Hydrogen chloride gas meets eight different partners, from a fluorine molecule to a bare copper ion. Two of them, H6O7Si2 and H10O4Si4, are small pieces of silica-like material. A calculation is to tell how strongly each partner holds HCl, and the level of theory has to be chosen to suit the purpose.

Interaction energies of HCl with eight partners, each at its most strongly bound computed minimum (Ansatz 0.2.0, gas phase, PBE0-D4/def2-TZVP structures, frozen cores, counterpoise). HF and MP2 are extrapolated from def2-TZVPPD and def2-QZVPPD; the CCSD(T) correction to MP2 and the functionals use def2-TZVPPD. A negative interaction binds; the correlation part is CCSD(T) less HF.

| partner | pair (SMILES) | CCSD(T) (kcal/mol) | HF (kcal/mol) | correlation part (kcal/mol) | MP2 less CCSD(T) (kcal/mol) | PBE0-D4 less CCSD(T) (kcal/mol) | wB97X-V less CCSD(T) (kcal/mol) | deformation, CCSD(T) (kcal/mol) |
| --- | --- | --- | --- | --- | --- | --- | --- | --- |
| Cu+ | [Cu+].Cl | -27.17 | -14.07 | -13.10 | -1.63 | -2.92 | -1.08 | 0.12 |
| H6O7Si2 | Cl.O[Si](O)(O)O[Si](O)(O)O | -7.08 | -2.33 | -4.75 | -0.69 | -1.15 | -0.09 | 1.17 |
| H10O4Si4 | Cl.[SiH3]O[Si](O)(O[SiH3])O[SiH3] | -5.92 | -0.70 | -5.22 | -0.58 | -0.75 | -0.06 | 0.82 |
| CH3F | Cl.CF | -3.72 | -1.75 | -1.97 | -0.26 | -0.11 | 0.04 | 0.01 |
| FH3Si | Cl.[SiH3]F | -2.86 | -1.54 | -1.32 | -0.11 | -0.19 | 0.05 | 0.07 |
| FH | F.Cl | -2.65 | -1.56 | -1.09 | -0.15 | -0.27 | -0.10 | 0.04 |
| GeH4 | Cl.[GeH4] | -1.03 | 0.78 | -1.81 | -0.15 | -0.22 | 0.11 | 0.07 |
| F2 | Cl.FF | -0.59 | 0.25 | -0.83 | -0.04 | -0.03 | -0.03 | -0.01 |

The column CCSD(T) gives the interaction energy and serves as the reference. It compares the pair with its two molecules already in the shapes that they have in the pair. The correlation part is what Hartree–Fock theory (HF) leaves out.

**(a) For which partners does HF fail worst, and how could this be foreseen?**

*Solution.* Consider first two molecules far apart. HF describes the attraction between their charges and dipoles, and the way in which each polarises the other. It lacks dispersion, the attraction between electron motions that are correlated across the gap. When the molecules touch, their filled shells repel, and HF already includes this repulsion, though correlation modifies it somewhat.

Now let the partner have no dipole, and no other strong separation of charge such as that in CO2. Little electrostatic attraction is left, so at the distance where the pair really sits HF should find mainly repulsion. For GeH4 it gives +0.78 kcal/mol, no binding at this distance, while the reference gives −1.03. F2 behaves in the same way, but its HF state is unstable towards unpairing of the electrons, so its division into HF and correlation deserves less weight.

At the other limit stands a small polar partner. In FH and FH3Si the hydrogen of HCl points at a fluorine atom, an ordinary hydrogen bond. Here HF supplies more than half of the interaction, as expected where electrostatics does much of the work. Even so, it misses over 1 kcal/mol in each. For CH3F, which is also polar, HF supplies slightly less than half, so polarity alone does not fix the share.

The silica-like molecules show what happens when the partner grows. Their correlation parts are about −5 kcal/mol, by far the largest among the neutral pairs. Theory expects this, since dispersion adds up over all the polarisable atoms near HCl. HF therefore places H10O4Si4 behind CH3F, FH3Si and FH, although the reference binds it more strongly than any of these.

The copper ion is a case of its own. It sits at the chlorine end, 2.24 Å away, so HCl gives electron density from a lone pair instead of offering its hydrogen. HF yields only about half of the −27.17 kcal/mol. In every pair correlation is more than dispersion: it also corrects the charge distributions and their response to each other. At such a close contact with an ion this part can be large.

A new partner can be judged in the same way. Strong polarity tends to raise the share that HF captures, and a large polarisable surface raises the part that it misses. HF is thus poorly suited to comparing a small polar molecule with a large one.

**(b) How large are the errors of the better methods, and what do they mean for a practical result?**

*Solution.* A useful yardstick is the thermal energy $RT$, 0.59 kcal/mol at room temperature. An error $\delta$ in the binding energy makes an equilibrium constant too large or too small by a factor of $\exp(|\delta|/RT)$ if everything else is right. One $RT$ thus costs a factor of nearly three. That may be tolerable in a first screening, but hardly in the design of an absorber.

MP2 adds the correlation of electron pairs in its simplest form, without letting the pairs influence one another. This often exaggerates dispersion, and MP2 does bind all eight pairs too strongly. The excess is about 5 to 15 percent of the correlation part. It therefore tends to be largest where correlation contributes most: about one $RT$ for the silica-like molecules and 1.63 kcal/mol for Cu+.

PBE0-D4 also overbinds every pair. Its average error over the neutral pairs is 0.39 kcal/mol, but for H6O7Si2 it reaches 1.15. Since $1.15/0.59\approx1.9$, an equilibrium constant would come out about seven times too large. Good results for CH3F or F2 are therefore no warrant for a larger partner.

wB97X-V stays within about 0.1 kcal/mol of the reference for all neutral pairs. Differences of this size should not be used to rank the pairs, because the functional and the reference use different basis sets, and the extrapolation of the reference may itself be off by a similar amount. For Cu+ the error is 1.08 kcal/mol, only 4 percent of the interaction but almost two $RT$. A percentage that looks harmless can still spoil an equilibrium constant when the binding is strong.

For Cu+ PBE0-D4 is off by 2.92 kcal/mol. A likely cause is delocalisation error: approximate functionals tend to spread electrons too widely, which favours the transfer of charge from HCl to the ion. wB97X-V contains more exact exchange at long range, which counteracts this, and its error is smaller. The two functionals differ in other ways too, so the comparison supports this cause but does not settle it.

There is also an error that no better method removes. HCl and its partner must first take on the shapes that they have in the pair, and the energy for this is the deformation $E_\mathrm{def}$. The binding energy relative to relaxed molecules is

$$E_\mathrm{bind}=E_\mathrm{int}+E_\mathrm{def},$$

where $E_\mathrm{int}$ is the interaction energy. For two perfectly rigid molecules they would be equal. With Cu+, a bare ion, all of the deformation belongs to HCl.

The pairs with small partners come close to this limit. The slightly negative value for F2 is no real relaxation; it can arise because CCSD(T) is evaluated on PBE0-D4 structures. H6O7Si2 is far from the limit. Its deformation of 1.17 kcal/mol reduces the binding from −7.08 to −5.91. Leaving it out does as much harm as the error of PBE0-D4, and both errors make the binding look too strong. Together they amount to 2.32 kcal/mol, a factor of about fifty in an equilibrium constant.

**(c) What do the levels cost, and which should be chosen?**

*Solution.* The dearest step of CCSD(T) is the treatment of triple excitations. Three electrons are moved from occupied to empty orbitals, and the work grows roughly as

$$W\propto o^3v^4,$$

where $o$ and $v$ count the occupied and empty orbitals that take part. The pair with FH has $o=8$ and $v=111$; the pair with H6O7Si2 has $o=32$ and $v=492$, in the same type of basis. The ratio is

$$\left(\frac{32}{8}\right)^3\left(\frac{492}{111}\right)^4\approx 64\times386\approx25\,000.$$

This is a count of operations, not a measured time, and it ignores savings from symmetry. It shows nevertheless why a method that is easy for a small molecule becomes a serious investment for a fragment of a surface. By a similar count, the main step of MP2 grows by a factor of about 1500 between the same two pairs. HF and the two functionals grow more slowly still, and they belong to a similar class of cost, so choosing HF instead of a functional saves little.

The basis set matters as well. Going from the triple-zeta to the quadruple-zeta basis would make the triples step for H6O7Si2 about ten times dearer. It is more economical to use the large basis for MP2 and to add the difference between CCSD(T) and MP2 from the smaller one, because this difference usually settles sooner. GeH4 needs caution here: the smaller basis describes the correlated 3d shell of germanium poorly.

If only the order of binding is wanted, MP2 and both functionals agree with the reference. Close neighbours remain uncertain: FH3Si and FH differ by 0.21 kcal/mol in the reference and by merely 0.06 in wB97X-V. For the strength of binding to neutral partners, wB97X-V with the deformation included is the best value among these levels. The table tests only its interaction energies, however, since the deformation was computed with CCSD(T). The cost of MP2 rises faster with size, and its average error is larger. All energies were computed on structures from PBE0-D4, so the comparison tests energies and not shapes.

For the copper ion CCSD(T) is worth its price, because both functionals and MP2 miss by more than 1 kcal/mol. Its value still needs a correction for relativity, which is known to matter for copper and is absent from every level here. For any partner, zero-point energy and thermal contributions must be added before a binding energy becomes an equilibrium constant. The printed output after this text lists the energies, errors and operation counts behind this advice.

Printed output of the fit:

```
Energies in kcal/mol:
       row    MP2  PBE0-D4  wB97X-V  CCSD(T) with deformation
       Cu+  -28.8   -30.09   -28.25                    -27.05
   H6O7Si2  -7.77    -8.23    -7.17                     -5.91
  H10O4Si4   -6.5    -6.67    -5.98                      -5.1
      CH3F  -3.98    -3.83    -3.68                     -3.71
     FH3Si  -2.97    -3.05    -2.81                     -2.79
        FH   -2.8    -2.92    -2.75                     -2.61
      GeH4  -1.18    -1.25    -0.92                     -0.96
        F2  -0.63    -0.62    -0.62                      -0.6
Percent of CCSD(T) binding (positive error is overbinding):
       row  HF share  MP2 error  PBE0-D4 error  wB97X-V error  MP2 excess in percent of correlation part
       Cu+     51.79      5.999          10.75          3.975                                      12.44
   H6O7Si2     32.91      9.746          16.24          1.271                                      14.53
  H10O4Si4     11.82      9.797          12.67          1.014                                      11.11
      CH3F     47.04      6.989          2.957         -1.075                                       13.2
     FH3Si     53.85      3.846          6.643         -1.748                                      8.333
        FH     58.87       5.66          10.19          3.774                                      13.76
      GeH4    -75.73      14.56          21.36         -10.68                                      8.287
        F2    -42.37       6.78          5.085          5.085                                      4.819
RT at 298 K in kcal/mol: 0.5925
Mean absolute error of HF in the neutral pairs in kcal/mol: 2.427
Mean absolute error of MP2 in the neutral pairs in kcal/mol: 0.2829
Mean absolute error of PBE0-D4 in the neutral pairs in kcal/mol: 0.3886
Mean absolute error of wB97X-V in the neutral pairs in kcal/mol: 0.06857
Rank correlation of HF with CCSD(T): 0.8095
Smallest gap between neighbours in CCSD(T) in kcal/mol: 0.21
Smallest gap between neighbours in wB97X-V in kcal/mol: 0.06
H6O7Si2 PBE0-D4 without deformation less CCSD(T) with deformation in kcal/mol: -2.32
Formal cost of the triples step, H6O7Si2 pair over FH pair: 24703
Formal cost of the MP2 step, H6O7Si2 pair over FH pair: 1456
Formal cost of the triples step for H6O7Si2, quadruple-zeta over triple-zeta: 9.777
```
